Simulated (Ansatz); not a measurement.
# In-plane ballistic conductance of free-standing Cu(111) and Au(111) films, one to seven layers, PBE

Copper and gold each bring one s electron per atom above a filled d shell, and both crystallise in the fcc structure, so their (111) films differ mainly in atomic spacing and in how the d states lie below the Fermi level. My question is how the in-plane conductance grows as layers are added, and from what thickness a film conducts like a slice of the bulk metal. This matters for very thin metal lines and contacts, where it sets the upper limit that remains once scattering is removed. The calculated quantity is the coherent zero-bias conductance per unit width, in units of G0. Dividing it by thickness gives a value per cross-section, and bulk behaviour would show as a constant value there. No bulk conductance is tabled, so I can judge only the levelling.

## Computational details

Flat free-standing films with vacuum on both sides, cut from the crystals at room-temperature lattice constants, atoms on ideal sites; the current flows in the plane of the film. Program: Ansatz 0.2.0, plane waves with PAW potentials of the set soft_1 (made for PBE), PBE, wave cutoff 420 eV, Fermi-Dirac smearing of 0.1 eV. No spin polarisation and no spin-orbit coupling. Transport is ballistic and coherent at zero bias (Landauer, wave matching layer by layer), averaged over a mesh of wavevectors across the current and over the Fermi window at 300 K; no phonons or disorder. Selection: Runs with an error estimate over 12 per cent are left out. Films of V, Cr, Mn, Fe, Co or Ni run without spin are left out.

Notes on method and selection:

- Each quantum-well subband that crosses the Fermi level adds channels, so the growth is stepwise.
- Surfaces are perfect and not relaxed; surface states count.
- Spin-orbit coupling is left out where no row notes it, which matters most for the elements from Hf on.
- The rule on films run without spin was added after a referee doubted such rows.
- Runs in which the search for lower states was switched off are not listed.
- Runs that did not converge, have known faults or may not be shown are not listed, and runs on Ansatz's PAW sets soft_1 and soft_2 are kept to separate tables.

Columns:

- layers: atomic layers.
- thickness (Å): thickness, layers times bulk layer spacing.
- error estimate (%): the program's own largest estimate of the error of the conductance (mesh, energy step, lead length).
- conductance per width (G0/nm): conductance per unit width of the film, G0 = 2e^2/h.
- per cross-section (1e15 S/m²): conductance per width divided by the thickness (layers times bulk layer spacing).

Input lines of one member:

```
kpoints:
  mp_grid: { grid: [1, 14, 9] }
hamiltonian:
  xc: pbe
  pseudopotentials: { kind: paw, azcp: { folder: soft_1 } }
scf:
  occupations: { method: fermi_dirac, width: 0.1 }
output:
  transmission:
    leads: [[0, 0]]
    kmesh: [1, 32]
    e_range: [-0.27, 0.27]
    de: 0.036
```

Command (options for logging and memory left out): `ansatz run input.yaml --threads 4 --backend cpu`

## Data

| member | film, functional | layers | thickness (Å) | error estimate (%) | conductance per width (G0/nm) | per cross-section (1e15 S/m²) |
| --- | --- | --- | --- | --- | --- | --- |
| 5 layers | Au(111), PBE | 5 | 11.8 | 6 | ? | ? |
| 6 layers | Au(111), PBE | 6 | 14.1 | 11 | 16.07 | 0.881 |
| 7 layers | Au(111), PBE | 7 | 16.5 | 5 | 18.46 | 0.868 |
| 1 layer | Cu(111), PBE | 1 | 2.1 | 10 | 3.17 | 1.176 |
| 2 layers | Cu(111), PBE | 2 | 4.2 | 8 | 6.51 | 1.208 |
| 3 layers | Cu(111), PBE | 3 | 6.3 | 5 | 9.58 | 1.185 |
| 4 layers | Cu(111), PBE | 4 | 8.3 | 6 | 12.29 | 1.140 |
| 5 layers | Cu(111), PBE | 5 | 10.4 | 5 | ? | ? |
| 6 layers | Cu(111), PBE | 6 | 12.5 | 4 | 17.81 | 1.102 |
| 7 layers | Cu(111), PBE | 7 | 14.6 | 4 | 21.06 | 1.117 |

Cells marked ? are withheld until the estimate has been made.

## What drives the series

Copper gains conductance with every layer added among the rows shown. From one to seven layers the mean gain is (21.06 − 3.17) / 6 = 2.98 G0/nm per layer. The single steps up to four layers are 3.34, 3.07 and 2.71 G0/nm, and the step from six to seven is 3.25 G0/nm. Quantum-well subbands entering at the Fermi level would make the growth uneven in this way, but the steps differ by at most 3.34 − 2.71 = 0.63 G0/nm, which is comparable with the error estimates of the films (for seven layers 0.04 × 21.06 = 0.84 G0/nm), so I assign no step to a particular subband.

The size of the conductance follows from counting electrons. A circular subband with Fermi wavevector k contributes k/π channels per unit width. For one s electron per atom in a single layer, k = √(2π/A), where A is the area per atom. In an fcc (111) layer A is 3√3/4 times the square of the layer spacing. For copper this gives A = 3 × √(3) / 4 × (14.6 / 7)² = 5.65 Å², hence k/π = √(2 / (3.14 × 5.65)) = 0.34 Å⁻¹, or about 3.4 G0/nm. The computed monolayer has 3.17 G0/nm with an error estimate of 10 per cent, so one s electron per atom is enough to account for its size.

The same counting suggests why gold lies lower. At equal layer number and equal electron count, wavevectors scale inversely with atomic spacing. At seven layers the thicknesses give an expected gold-to-copper ratio of 14.6 / 16.5 = 0.885, and the conductances give 18.46 / 21.06 = 0.877. At six layers the two ratios are 0.887 and 0.902. Spin-orbit coupling, which is off here, could alter the gold values.

Per cross-section, the copper films of four, six and seven layers lie between 1.102 and 1.140 in the table's unit of 1e15 S/m², a spread of about 3 per cent and within their error estimates. Copper is therefore level from four layers at this precision, and even the monolayer is only 5 per cent above the seven-layer film. Gold has two visible rows, at six and seven layers, which agree within their errors but cannot date the onset of levelling.

## A prediction

Plain estimates from the members shown:

- 5 layers (Cu(111), PBE), straight-line interpolation between 4 layers and 6 layers: w = (5 − 4) / (6 − 4) = 0.500, so 12.29 + 0.500 × (17.81 − 12.29) = 15.05 G0/nm

I use the straight line between the four-layer and six-layer copper films, which gives 15.05 G0/nm. Both neighbours are the same metal in the same set-up, and the copper films shown have a conductance nearly proportional to layer number.

I tried the route on the inner copper rows, each time using the nearest shown film on either side. For two layers it gives (3.17 + 9.58) / 2 = 6.38 against the computed 6.51 G0/nm, and for three layers (6.51 + 12.29) / 2 = 9.40 against 9.58. For four layers, from three and six, it gives 9.58 + (17.81 − 9.58) / 3 = 12.32 against 12.29. For six layers, from four and seven, it gives 12.29 + 2 × (21.06 − 12.29) / 3 = 18.14 against 17.81. The root-mean-square miss is 0.20 G0/nm and the largest is 0.33.

A subband edge close to the Fermi level at five layers could move the result either way. The columns do not give the positions of these edges, so I have no grounds for a shift and keep the interpolated value, rounded to 15.1 G0/nm.

For the standard deviation I take 0.3 G0/nm rather than 0.20. The four trials share rows and are few, and the largest miss belongs to the six-layer film, which is one of the two supports of this estimate.

**Committed estimate, 5 layers (Cu(111), PBE): conductance per width = 15.1 ± 0.3 G0/nm.**

## The answer

| member | film, functional | layers | thickness (Å) | error estimate (%) | conductance per width (G0/nm) | per cross-section (1e15 S/m²) |
| --- | --- | --- | --- | --- | --- | --- |
| 5 layers | Au(111), PBE | 5 | 11.8 | 6 | 13.15 | 0.865 |
| 5 layers | Cu(111), PBE | 5 | 10.4 | 5 | 15.07 | 1.119 |

| member | estimate | conductance per width (G0/nm) | computed | estimate − computed | miss in error bars |
| --- | --- | --- | --- | --- | --- |
| 5 layers (Cu(111), PBE) | committed | 15.10 | 15.07 | +0.03 | 0.1 |
| 5 layers (Cu(111), PBE) | interpolation | 15.05 | 15.07 | −0.02 |  |

The computed conductance of the five-layer copper film is 15.07 G0/nm. My estimate of 15.1 ± 0.3 is 0.03 too high, well inside its error bar. The plain interpolation is 0.02 too low, and since my figure is that interpolation rounded, the two did equally well. The program's own error estimate for this film is 5 per cent, or 0.05 × 15.07 = 0.75 G0/nm, so the closeness says little about accuracy at the second decimal.

The argument from nearly proportional growth held. The steps into and out of the five-layer film are 15.07 − 12.29 = 2.78 and 17.81 − 15.07 = 2.74 G0/nm, so no subband edge shows itself here. That does not rule out stepwise growth, because a small step would be hidden by the numerical error.

The new gold row also supports the channel counting. At five layers the gold-to-copper conductance ratio is 13.15 / 15.07 = 0.873, and the inverse ratio of the spacings is 10.4 / 11.8 = 0.881.

## Exceptions

No film stands out once the two metals are taken separately. In conductance per cross-section the copper mean is (1.176 + 1.208 + 1.185 + 1.140 + 1.119 + 1.102 + 1.117) / 7 = 1.150 in the table's unit. The two-layer film lies 5 per cent above it and the six-layer film 4 per cent below it, with error estimates of 8 and 4 per cent. The three gold films agree within 2 per cent, so I look for no physical cause in either metal.

## Rules of thumb and their limits

Per cross-section, copper is level to about 3 per cent from four to seven layers, and gold to 2 per cent from five to seven. This is how bulk-like conduction should look, though without a tabled bulk value it remains an inference.

Interpolating each inner film from its two neighbours misses by typically 0.18 G0/nm over both metals, whereas the copper values scatter by about 6 G0/nm about their mean.

For a five-layer copper strip 100 nm wide, the conductance is the value per cross-section times thickness and width. With the table's units the powers of ten combine to 1/100, so it is 1.119 × 10.4 / 100 = 0.116 S, a resistance of 8.6 Ω whatever the length.

Real strips would resist more. For a free-electron metal, scattering multiplies the ballistic resistance by about 1 + 3L/(4λ), with L the length and λ the mean free path. With a room-temperature λ of roughly 40 nm, phonons alone would about triple this resistance over a length of 100 nm, since 1 + 3 × 100 / (4 × 40) = 2.9. Rough surfaces could add still more in films about 1 nm thick.

[Logs are printed without paths, hosts, clocks, repeated set-up lines and the standing remarks that a program may print on its own settings, such as how far it seeks lower states.]
